**Hand rules for the highest LB94 level from Cu to Kr**

The table holds minus the highest Kohn-Sham eigenvalue and the mean radius of that level for the neutral atoms Cu to Kr, from spherical, spin-polarised, scalar-relativistic atomic calculations with the LB94 model potential, beside NIST ionisation energies. The program fits $I = a + bk - D[k\ge3]$ with $k = Z-31$ to the six 4p rows, for the computed and the measured values, and compares it with a line without the drop and with a form linear in $\sqrt I$. The rounded rule follows the computed 4p values to 0.027 eV rms and misses Cu and Zn by about 6 eV, and the computed drop at half filling is 30% of the measured one. The product $I\langle r\rangle^2$ is constant to 1% within Ga–As and within Se–Kr, which gives the 4p radii to 0.55%. The output also lists the spin splittings of four arsenic levels and a rough spin-orbit shift for krypton.

Neutral atoms Cu to Kr in the ground configurations listed by NIST, from scalar-relativistic, spin-polarised all-electron Kohn-Sham calculations with the LB94 model potential (radks with Libxc 1; spherical densities, open shells at highest spin, finite Fermi nucleus). Minus the highest occupied eigenvalue is set against the measured ionisation energy from NIST.

## Script

```python
# Table: minus the highest Kohn-Sham eigenvalue (eV) and mean radius (bohr) of that level, Cu to Kr, radks atom,
# LB94 potential, scalar-relativistic, spin-polarised, spherical, with NIST ionisation energies.
# Tested: I = a + b*k - D*[k>=3] with k = Z-31 for 4p, two other forms, and I*<r>^2 = constant within a group.
T = {
    'ion': ['Cu', 'Zn', 'Ga', 'Ge', 'As', 'Se', 'Br', 'Kr'],
    'Z': [29, 30, 31, 32, 33, 34, 35, 36],
    'configuration': ['[Ar] 3d10 4s1', '[Ar] 3d10 4s2', '[Ar] 3d10 4s2 4p1', '[Ar] 3d10 4s2 4p2', '[Ar] 3d10 4s2 4p3', '[Ar] 3d10 4s2 4p4', '[Ar] 3d10 4s2 4p5', '[Ar] 3d10 4s2 4p6'],
    'minus_highest_eigenvalue': [9.0817, 10.589, 6.2641, 7.9733, 9.7432, 10.874, 12.552, 14.374],  # eV
    'highest_level_mean_radius': [2.709, 2.4837, 3.1001, 2.7498, 2.4749, 2.2183, 2.0623, 1.9232],  # bohr
    'highest_level': ['4s up', '4s', '4p up', '4p up', '4p up', '4p down', '4p down', '4p'],
    'nist': [7.72638, 9.394197, 5.999302, 7.899435, 9.78855, 9.752368, 11.81381, 13.999605],  # eV
    'error': [1.36, 1.19, 0.265, 0.0739, -0.0453, 1.12, 0.738, 0.374],  # eV
}
import numpy as np
from scipy.constants import physical_constants as pc
Ha = pc['Hartree energy in eV'][0]
ion = T['ion']; lev = T['highest_level']; Z = np.array(T['Z'], int)
I = np.array(T['minus_highest_eigenvalue'], float); N = np.array(T['nist'], float)
r = np.array(T['highest_level_mean_radius'], float); C = I*r**2
k = Z-31; p = k >= 0; ip = np.where(p)[0]; up = p & (k < 3); dn = k >= 3
rms = lambda x: float(np.sqrt(np.mean(x**2)))
print('rounding of computed energies: 0.00005 eV below 10 eV, 0.0005 eV above')
print('atom level    LB94   NIST  LB94-NIST  step LB94  step NIST (eV)  I*r^2 (eV bohr^2)')
for i in range(len(Z)):
    s = f'{I[i]-I[i-1]:+7.3f} {N[i]-N[i-1]:+7.3f}' if i else '      -       -'
    print(f'{ion[i]:3s}{lev[i]:8s}{I[i]:7.3f}{N[i]:7.3f} {I[i]-N[i]:+7.3f} ({100*(I[i]/N[i]-1):+5.1f}%) {s} {C[i]:6.1f}')
A = np.c_[np.ones(len(Z)), k, -1.0*dn]
fit = lambda M, y: np.linalg.lstsq(M, y, rcond=None)[0]
F = {}; H = {}
for nm, y in (('LB94', I), ('NIST', N)):
    c = fit(A[p], y[p]); F[nm] = c; H[nm] = np.round(c/0.05)*0.05; h = H[nm]
    print(f'{nm} fit: a={c[0]:.3f} b={c[1]:.3f} D={c[2]:.3f} D/3={c[2]/3:.3f} eV, rms {rms((y-A@c)[p]):.3f}; hand rule {h[0]:.2f}+{h[1]:.2f}k-{h[2]:.2f}[k>=3]')
    print(f'{nm} slope Ga-As {np.polyfit(k[up], y[up], 1)[0]:.3f}, slope Se-Kr {np.polyfit(k[dn], y[dn], 1)[0]:.3f} eV per electron')
    e1 = (y-A[:, :2]@fit(A[p, :2], y[p]))[p]; e2 = (y-(A@fit(A[p], np.sqrt(y[p])))**2)[p]
    print(f'{nm} line without drop: rms {rms(e1):.3f} max {abs(e1).max():.3f}; sqrt(I) linear with drop: rms {rms(e2):.3f} max {abs(e2).max():.3f} eV')
print(f'drop D, LB94/NIST = {F["LB94"][2]/F["NIST"][2]:.2f}; NIST less LB94: D {F["NIST"][2]-F["LB94"][2]:.2f} eV, b {F["NIST"][1]-F["LB94"][1]:.2f} eV')
hI = A@H['LB94']; hN = A@H['NIST']
Cg = np.zeros(len(Z)); ex = {}
for nm, g, l in (('4s Cu,Zn', ~p, 0), ('4p Ga-As', up, 1), ('4p Se-Kr', dn, 1)):
    Cg[g] = round(C[g].mean()); ex[nm] = np.polyfit(np.log(I[g]), np.log(r[g]), 1)[0]
    print(f'{nm}: mean I*r^2 {C[g].mean():.2f}, range {100*np.ptp(C[g])/C[g].mean():.1f}%, dln r/dln I {ex[nm]:.3f} (Coulomb -0.5), hydrogen n=4 gives {Ha*(48-l*(l+1))**2/128:.0f}')
e0 = 100*(np.sqrt(C.mean()/I)/r-1)
print(f'one constant for all 8 rows: {C.mean():.1f} eV bohr^2, worst radius error {e0[abs(e0).argmax()]:+.1f}% ({ion[abs(e0).argmax()]})')
print('atom k | hand LB94, table-hand, left-out residual | hand NIST, NIST-hand (eV) | r=sqrt(C/hand I), table r (bohr), error')
loo = []; er = []
for i in ip:
    m = p.copy(); m[i] = False
    loo.append(I[i]-A[i]@fit(A[m], I[m])); rr = np.sqrt(Cg[i]/hI[i]); er.append(100*(rr/r[i]-1))
    print(f'{ion[i]:3s}{k[i]} | {hI[i]:6.2f} {I[i]-hI[i]:+.3f} {loo[-1]:+.3f} | {hN[i]:6.2f} {N[i]-hN[i]:+.3f} | {rr:.3f} {r[i]:.3f} {er[-1]:+.2f}%')
for nm, d in (('hand LB94 vs LB94', I-hI), ('hand NIST vs NIST', N-hN), ('LB94 run vs NIST', I-N)):
    j = ip[abs(d[p]).argmax()]
    print(f'{nm}, 4p rows: rms {rms(d[p]):.3f} eV, worst {ion[j]} {d[j]:+.3f} eV')
print(f'left-out rms {rms(np.array(loo)):.3f}, max {max(map(abs, loo)):.3f} eV; worst hand radius error {max(map(abs, er)):.2f}%')
for i in np.where(~p)[0]:
    print(f'{ion[i]} (4s, not fitted): 4p rule gives {hI[i]:.2f}, table {I[i]:.3f}, miss {I[i]-hI[i]:+.2f} eV; r from C={Cg[i]:.0f} and table I off by {100*(np.sqrt(Cg[i]/I[i])/r[i]-1):+.2f}%')
h = H['LB94']
for s in ('Ge', 'Br'):
    i = ion.index(s)
    print(f'worked {s}: {h[0]:.2f}+{h[1]:.2f}*{k[i]}-{h[2]*dn[i]:.2f} = {hI[i]:.2f} eV (table {I[i]:.3f}, NIST {N[i]:.3f}); sqrt({Cg[i]:.0f}/{hI[i]:.2f}) = {np.sqrt(Cg[i]/hI[i]):.2f} bohr (table {r[i]:.3f})')
# As levels in eV, further outputs of the same run: (up, down)
As = {'4s': (-19.4473, -19.8161), '3d': (-49.713, -49.8022), '3p': (-142.519, -142.43), '3s': (-198.793, -198.64)}
print('As, down less up (eV): '+', '.join(f'{q} {v[1]-v[0]:+.3f}' for q, v in As.items()))
so = 0.67/3  # rough recalled Kr+ 2P splitting, one third of it
print(f'Kr spin-orbit shift about {so:.2f} eV (rough, recalled) = {100*so/(I[-1]-N[-1]):.0f}% of Kr error, {100*so/(I-N)[ion.index("Se")]:.0f}% of Se error')
a, s = ion.index('As'), ion.index('Se')
assert I[s] > I[a] and N[s] < N[a]
assert 0 < F['LB94'][2] < F['NIST'][2]
assert -0.6 < ex['4p Ga-As'] < -0.4 and -0.6 < ex['4p Se-Kr'] < -0.4
assert np.allclose(I-N, np.array(T['error'], float), atol=0.01)
```

Output:

```
rounding of computed energies: 0.00005 eV below 10 eV, 0.0005 eV above
atom level    LB94   NIST  LB94-NIST  step LB94  step NIST (eV)  I*r^2 (eV bohr^2)
Cu 4s up     9.082  7.726  +1.355 (+17.5%)       -       -   66.6
Zn 4s       10.589  9.394  +1.195 (+12.7%)  +1.507  +1.668   65.3
Ga 4p up     6.264  5.999  +0.265 ( +4.4%)  -4.325  -3.395   60.2
Ge 4p up     7.973  7.899  +0.074 ( +0.9%)  +1.709  +1.900   60.3
As 4p up     9.743  9.789  -0.045 ( -0.5%)  +1.770  +1.889   59.7
Se 4p down  10.874  9.752  +1.122 (+11.5%)  +1.131  -0.036   53.5
Br 4p down  12.552 11.814  +0.738 ( +6.2%)  +1.678  +2.061   53.4
Kr 4p       14.374 14.000  +0.374 ( +2.7%)  +1.822  +2.186   53.2
LB94 fit: a=6.249 b=1.745 D=0.628 D/3=0.209 eV, rms 0.026; hand rule 6.25+1.75k-0.65[k>=3]
LB94 slope Ga-As 1.740, slope Se-Kr 1.750 eV per electron
LB94 line without drop: rms 0.152 max 0.238; sqrt(I) linear with drop: rms 0.163 max 0.234 eV
NIST fit: a=5.887 b=2.009 D=2.068 D/3=0.689 eV, rms 0.096; hand rule 5.90+2.00k-2.05[k>=3]
NIST slope Ga-As 1.895, slope Se-Kr 2.124 eV per electron
NIST line without drop: rms 0.504 max 0.862; sqrt(I) linear with drop: rms 0.086 max 0.126 eV
drop D, LB94/NIST = 0.30; NIST less LB94: D 1.44 eV, b 0.26 eV
4s Cu,Zn: mean I*r^2 65.98, range 2.0%, dln r/dln I -0.565 (Coulomb -0.5), hydrogen n=4 gives 490
4p Ga-As: mean I*r^2 60.06, range 1.0%, dln r/dln I -0.509 (Coulomb -0.5), hydrogen n=4 gives 450
4p Se-Kr: mean I*r^2 53.35, range 0.6%, dln r/dln I -0.512 (Coulomb -0.5), hydrogen n=4 gives 450
one constant for all 8 rows: 59.0 eV bohr^2, worst radius error -5.9% (Cu)
atom k | hand LB94, table-hand, left-out residual | hand NIST, NIST-hand (eV) | r=sqrt(C/hand I), table r (bohr), error
Ga 0 |   6.25 +0.014 +0.037 |   5.90 +0.099 | 3.098 3.100 -0.06%
Ge 1 |   8.00 -0.027 -0.030 |   7.90 -0.001 | 2.739 2.750 -0.41%
As 2 |   9.75 -0.007 +0.012 |   9.90 -0.111 | 2.481 2.475 +0.23%
Se 3 |  10.85 +0.024 +0.045 |   9.85 -0.098 | 2.210 2.218 -0.37%
Br 4 |  12.60 -0.048 -0.072 |  11.85 -0.036 | 2.051 2.062 -0.55%
Kr 5 |  14.35 +0.024 +0.070 |  13.85 +0.150 | 1.922 1.923 -0.07%
hand LB94 vs LB94, 4p rows: rms 0.027 eV, worst Br -0.048 eV
hand NIST vs NIST, 4p rows: rms 0.096 eV, worst Kr +0.150 eV
LB94 run vs NIST, 4p rows: rms 0.580 eV, worst Se +1.122 eV
left-out rms 0.049, max 0.072 eV; worst hand radius error 0.55%
Cu (4s, not fitted): 4p rule gives 2.75, table 9.082, miss +6.33 eV; r from C=66 and table I off by -0.49%
Zn (4s, not fitted): 4p rule gives 4.50, table 10.589, miss +6.09 eV; r from C=66 and table I off by +0.52%
worked Ge: 6.25+1.75*1-0.00 = 8.00 eV (table 7.973, NIST 7.899); sqrt(60/8.00) = 2.74 bohr (table 2.750)
worked Br: 6.25+1.75*4-0.65 = 12.60 eV (table 12.552, NIST 11.814); sqrt(53/12.60) = 2.05 bohr (table 2.062)
As, down less up (eV): 4s -0.369, 3d -0.089, 3p +0.089, 3s +0.153
Kr spin-orbit shift about 0.22 eV (rough, recalled) = 60% of Kr error, 20% of Se error
```
